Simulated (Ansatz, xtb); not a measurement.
Ligand exchange: KCl + C2H6OSi → KOH + C2H5ClSi

Gas-phase species: KCl, singlet; C2H6OSi `C=C[SiH2]O`, singlet; KOH `[OH][K]`, singlet; C2H5ClSi `C=C[SiH2]Cl`, singlet. The partners trade Cl for OH: K–Cl and Si–OH bonds give way to K–OH and Si–Cl.

Shapes, held fixed at every level: PBE0-D4/def2-TZVP. Flexible molecules stand in one conformer, not always the lowest. Programs: Ansatz 0.2.0, xtb 6.7.1. The zero-point and thermal change to 298 K, harmonic and unscaled (PBE0-D4/def2-TZVP), is -2.8 kJ/mol.

```json
{"level": "GFN1-xTB", "kind": "semi-empirical", "ΔH(298 K) (kJ/mol)": "+201.4", "less CCSD(T)/def2-TZVPP": "+55.8"}
{"level": "HF/def2-SVP", "kind": "Hartree–Fock", "ΔH(298 K) (kJ/mol)": "+180.6", "less CCSD(T)/def2-TZVPP": "+35.0"}
{"level": "HF/def2-TZVPP", "kind": "Hartree–Fock", "ΔH(298 K) (kJ/mol)": "+180.8", "less CCSD(T)/def2-TZVPP": "+35.2"}
{"level": "SPW92/def2-TZVPP", "kind": "LDA", "ΔH(298 K) (kJ/mol)": "+130.8", "less CCSD(T)/def2-TZVPP": "-14.8"}
{"level": "r2SCAN-D4/def2-TZVPP", "kind": "meta-GGA", "ΔH(298 K) (kJ/mol)": "+142.5", "less CCSD(T)/def2-TZVPP": "-3.1"}
{"level": "BHLYP-D4/def2-TZVPP", "kind": "global hybrid", "ΔH(298 K) (kJ/mol)": "+155.8", "less CCSD(T)/def2-TZVPP": "+10.2"}
{"level": "MP2/def2-TZVPP", "kind": "perturbation theory", "ΔH(298 K) (kJ/mol)": "+139.0", "less CCSD(T)/def2-TZVPP": "-6.6"}
{"level": "CCSD(T)/def2-SVP", "kind": "coupled cluster or CI", "ΔH(298 K) (kJ/mol)": "+141.7", "less CCSD(T)/def2-TZVPP": "-3.9"}
{"level": "CCSD(T)/def2-TZVPP", "kind": "coupled cluster or CI", "ΔH(298 K) (kJ/mol)": "+145.6", "less CCSD(T)/def2-TZVPP": "0.0"}
```

The highest level, CCSD(T)/def2-TZVPP, gives ΔH(298 K) = +145.6 kJ/mol; the levels span +130.8 to +201.4. The column of differences is taken from that level and isn't an error. No measured value is set beside it here. Outer-core shells of K are correlated, in sets that cover them unevenly. Sets without diffuse functions underbind ionic bonds of s-block metals.

The exchange is strongly endothermic at every level, so potassium keeps chloride and silicon keeps hydroxide. Both halves of the swap work against the products. The Si–O bond, short and strongly polar, is stronger than Si–Cl, and the K–Cl bond is also stronger than K–OH, because chlorine's much higher electron affinity outweighs the closer approach of the smaller hydroxide to the cation. Read backwards, this is the familiar readiness of chlorosilanes to give up chloride to hydroxide.

Hartree–Fock exaggerates the cost by about the same amount in both basis sets, +35.0 and +35.2 kJ/mol, so the excess comes from missing electron correlation, which probably stabilises the compact, hydroxide-like anion in KOH more than the less ionic Si–OH group. MP2 recovers this shift and slightly overshoots it, while r2SCAN-D4 lies closest to the reference among the density functionals. The sign is therefore secure, but the enthalpy can't be carried over to solution or to solid salts, where solvation and lattice energies enter the balance.
